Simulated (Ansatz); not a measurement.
Ligand exchange: BH2F + Sn(CH3)(SH) → BH2(SH) + Sn(CH3)F

Species: BH2F `BF`, singlet; Sn(CH3)(SH), singlet; BH2(SH), singlet; Sn(CH3)F, singlet. The partners trade F for SH: B–F and Sn–SH bonds give way to B–SH and Sn–F.

Shapes, held fixed at every level: PBE0-D4/def2-TZVP. Flexible molecules stand in one conformer, not always the lowest. Programs: Ansatz 0.2.0. The zero-point and thermal change to 298 K, harmonic and unscaled (PBE0-D4/def2-TZVP), is -1.6 kJ/mol.

(1) Estimate ΔH(298 K) of this reaction.

## Answers

(1) The highest level, CCSD(T)/def2-TZVPP, gives ΔH(298 K) = +50.4 kJ/mol; the levels span +43.9 to +58.7. The column of differences is taken from that level and isn't an error. No measured value is set beside it here. For atoms past krypton def2 sets carry core potentials with scalar relativity. Outer-core shells of Sn are correlated in most correlated rows, in sets that cover them unevenly.

| level | kind | ΔH(298 K) (kJ/mol) | less CCSD(T)/def2-TZVPP |
| --- | --- | --- | --- |
| HF/def2-TZVPP | Hartree–Fock | +58.7 | +8.3 |
| PBE0-D4/def2-TZVPP | global hybrid | +46.4 | -4.0 |
| r2SCAN0-D4/def2-TZVPP | global hybrid | +48.2 | -2.2 |
| wB97M-V/def2-TZVPP | range-separated hybrid | +43.9 | -6.5 |
| B2PLYP/def2-TZVPP | double hybrid | +45.7 | -4.7 |
| MP2/def2-SVP | perturbation theory | +56.9 | +6.5 |
| CCSD/def2-TZVPP | coupled cluster or CI | +50.9 | +0.5 |
| CCSD(T)/def2-TZVPP | coupled cluster or CI | +50.4 | 0.0 |

The exchange is endothermic at every level, so fluorine prefers boron and the thiolate prefers tin. With CCSD(T) at +50.4 kJ/mol and a thermal change of only -1.6 kJ/mol, the preference is almost wholly electronic. It fits the hard–soft pattern: the short, strongly polar B–F bond is reinforced by donation from a fluorine lone pair into the empty boron 2p orbital. B–SH also has π donation, but its σ bond is much less polar. On the other side, the larger, softer Sn(II) centre probably gains too little from exchanging sulfur for fluorine to repay the loss of B–F.

Hartree–Fock exaggerates the cost, so correlation favours the products on balance. The triples correction shifts the CCSD value by only 0.5 kJ/mol, which suggests that the reaction energy isn't governed by strong static correlation. The result concerns isolated molecules; in condensed phases, fluoride bridging between stannylene centres could stabilise the products and reduce the cost.
